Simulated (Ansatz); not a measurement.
A substitution series on B: NH2 to Cl

On one B centre, n of the NH2 ligands are replaced by Cl. The atomisation energy (no zero-point term) y in kJ/mol at CCSD(T)/CBS estimate. Shapes, held fixed at every level: PBE0-D4/def2-TZVP. Programs: Ansatz 0.2.0.

```
 molecule  n  y (kJ/mol)
  B(NH2)3  0        3785
B(NH2)2Cl  1           ?
B(NH2)Cl2  2        2199
     BCl3  3        1350
```

Fit y = c + s·n to the known rows and predict B(NH2)2Cl.


1. Means of the 3 rows: n = 1.66667, y = 2444.7.
2. Σ(Δn)² = 4.6667, Σ(Δn·Δy) = -3775.3, so the slope is -3775.3/4.6667 = -808.99.
3. Intercept: 2444.7 − (-808.99) × 1.66667 = 3793.0. The largest residual of the fit is 24.
4. B(NH2)2Cl: 3793.0 + (-808.99) × 1 = 2984 kJ/mol.

The run gave 3008 kJ/mol, so the prediction is off by -24 kJ/mol, about the scatter of the fit. The steps per swap are -777, -809, -849 kJ/mol. The slope is the difference between a B–Cl and a B–NH2 bond with the ligands’ own bonds. Other levels give for B(NH2)2Cl: HF/def2-SVP 2153; SPW92/def2-TZVPP 3478; B3LYP-D4/def2-TZVPP 3036 kJ/mol. Spin-orbit coupling of the free atoms (NH2 0, Cl 4 kJ/mol each; the atoms kept shift only the intercept) is left out. The CBS estimate extrapolates MP2 from def2-TZVPP and def2-QZVPP and adds CCSD(T) − MP2 in the triple-zeta set, cores frozen.

Replacing NH2 by Cl lowers the atomisation energy at every step, but most of that loss reflects the two N–H bonds that leave with each amino group, not a weaker bond to boron. The slope is therefore no direct measure of B–N against B–Cl strength.

The steps also grow steadily, from -777 to -849 kJ/mol, so the miss for B(NH2)2Cl is better read as curvature than as random scatter. The likely cause is π donation into the single empty boron p orbital. Three amino groups compete for it, so losing the first costs little, whereas the last one donates with only the weaker π donor Cl as a rival and is held more tightly. Additive bond energies miss this saturation, and both mixed compounds are more strongly bound than a straight line between the end members implies. Ligand exchange towards the mixed species should thus be favoured in electronic energy, though the totals alone cannot separate π donation from σ and electrostatic effects.
